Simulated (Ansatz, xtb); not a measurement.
## C6H7O2P: which of two isomers lies lower

Structure I is `COC1=PC=CC(O)=C1`, a singlet and structure II is `COC1=CP=CC(O)=C1`, a singlet. Both are isolated molecules in the gas phase, relaxed with r2SCAN-D4/def2-SVP; the shapes shown needn't be the lowest conformers.

I (Å):

```xyz
16

C    -1.4319   -0.5789    3.0898
C    -0.4441   -0.1904    0.9651
C    -0.4106    0.6537   -0.1530
C     0.4138    0.4511   -1.2612
C     1.3020   -0.6381   -1.3592
C     1.4145   -1.5834   -0.3554
O    -1.3201    0.2049    1.9171
O     0.3982    1.3055   -2.3104
P     0.5480   -1.6516    1.1639
H    -2.1846   -0.0878    3.7196
H    -0.4692   -0.6300    3.6289
H    -1.7565   -1.6077    2.8529
H    -1.0835    1.5209   -0.1316
H    -0.2429    2.0079   -2.1343
H     1.9061   -0.7087   -2.2691
H     2.1301   -2.4001   -0.5108
```

II (Å):

```xyz
16

C     0.6579    0.5978   -1.9131
C     0.4282   -0.5249    0.1760
C    -0.8658   -0.9611   -0.1365
C    -0.8324   -2.1244    2.2858
C     0.4620   -1.5914    2.3995
C     1.0627   -0.8291    1.3938
O     1.1889    0.2274   -0.6590
O     1.1241   -1.8520    3.5538
P    -1.8621   -1.9253    0.9145
H     0.4261   -0.2853   -2.5344
H    -0.2544    1.2105   -1.8044
H     1.4342    1.1934   -2.4101
H    -1.3039   -0.6910   -1.1009
H    -1.1995   -2.7059    3.1383
H     1.9968   -1.4369    3.5162
H     2.0755   -0.4364    1.5326
```

Energies in hartree; the thermal terms are from GFN2-xTB frequencies at re-optimised GFN2-xTB minima (ideal gas, soft modes damped towards free rotors, one conformer each, 298.15 K, 1 atm) and include the zero-point energy:

|  | I | II |
| --- | --- | --- |
| E, CCSD(T)/def2-SVP | −722.693153 | −722.695276 |
| E, MP2/def2-SVP | −722.586908 | −722.589352 |
| E, MP2/def2-TZVPP | −723.447021 | −723.451024 |
| zero-point energy | 0.116697 | 0.116819 |
| H(298 K) − E | 0.126422 | 0.126524 |
| G(298 K) − E | 0.083139 | 0.083203 |

Question: Correct the CCSD(T) difference for the basis set by the MP2 change, then work out ΔE, ΔE₀, ΔH and ΔG for I → II in kcal/mol (1 Eh = 627.51 kcal/mol) and the equilibrium ratio [II]/[I].

Answer: 1. Differences II − I: CCSD(T) −0.002123, MP2 in the small set −0.002444, MP2 in the large set −0.004003 Eh.
2. ΔE = −0.002123 + (−0.004003 − (−0.002444)) = −0.003682 Eh = −2.31 kcal/mol.
3. ΔE₀ = ΔE + ΔZPE = −0.003682 + (+0.000122) Eh = −2.23 kcal/mol.
4. ΔH = ΔE + (+0.000102) Eh = −2.25 kcal/mol.
5. ΔG = ΔE + (+0.000064) Eh = −2.27 kcal/mol, so ΔS = (ΔH − ΔG)/T = +0.3 J/(mol K).
6. kT = 0.9442 mEh, so K = [II]/[I] = exp(−ΔG/kT) = exp(+3.83) ≈ 46.

Structure II is favoured at this temperature. An error of 1 kcal/mol in ΔG would change K by a factor of 5.4. GFN2-xTB found them nearly level. HF/STO-3G gave ΔE the other sign. Mirror images and further conformers aren't counted.

As drawn, both hold the same kinds of bond in the same numbers.

Other levels gave ΔE = −0.2 (GFN2-xTB); +0.6 (HF/STO-3G, GFN2-xTB geometries); −0.8 (r2SCAN-D4/def2-SVP//GFN2-xTB); −0.6 (r2SCAN-D4/def2-SVP); −2.8 (HF/def2-SVP); −1.5 (MP2/def2-SVP); −1.3 (CCSD(T)/def2-SVP) kcal/mol. The correlated steps freeze 13 core orbitals. Programs: Ansatz 0.2.0, xtb 6.7.1.

The preference for II is electronic: ΔE is −2.31 kcal/mol and ΔG is −2.27 kcal/mol, so vibrations and entropy barely matter, as expected for two phosphinines with the same substituents. Both keep the oxygen groups meta to each other; what changes is their position relative to phosphorus. In I, methoxy sits ortho and hydroxy para to phosphorus, so both π-donors push charge towards that atom. In II, both are meta to it and feed the ring carbons instead. Since carbon is more electronegative than phosphorus, this mismatch in I probably accounts for much of the gap, the reverse of what π-donation would favour in pyridine.

Hartree–Fock in the def2-SVP basis already favours II, so correlation isn't the source of the preference; in that basis it reduces the gap. The ratio describes a thermodynamic balance, not a likely product mixture, because interconversion would require moving substituents around the ring or rearranging its skeleton.
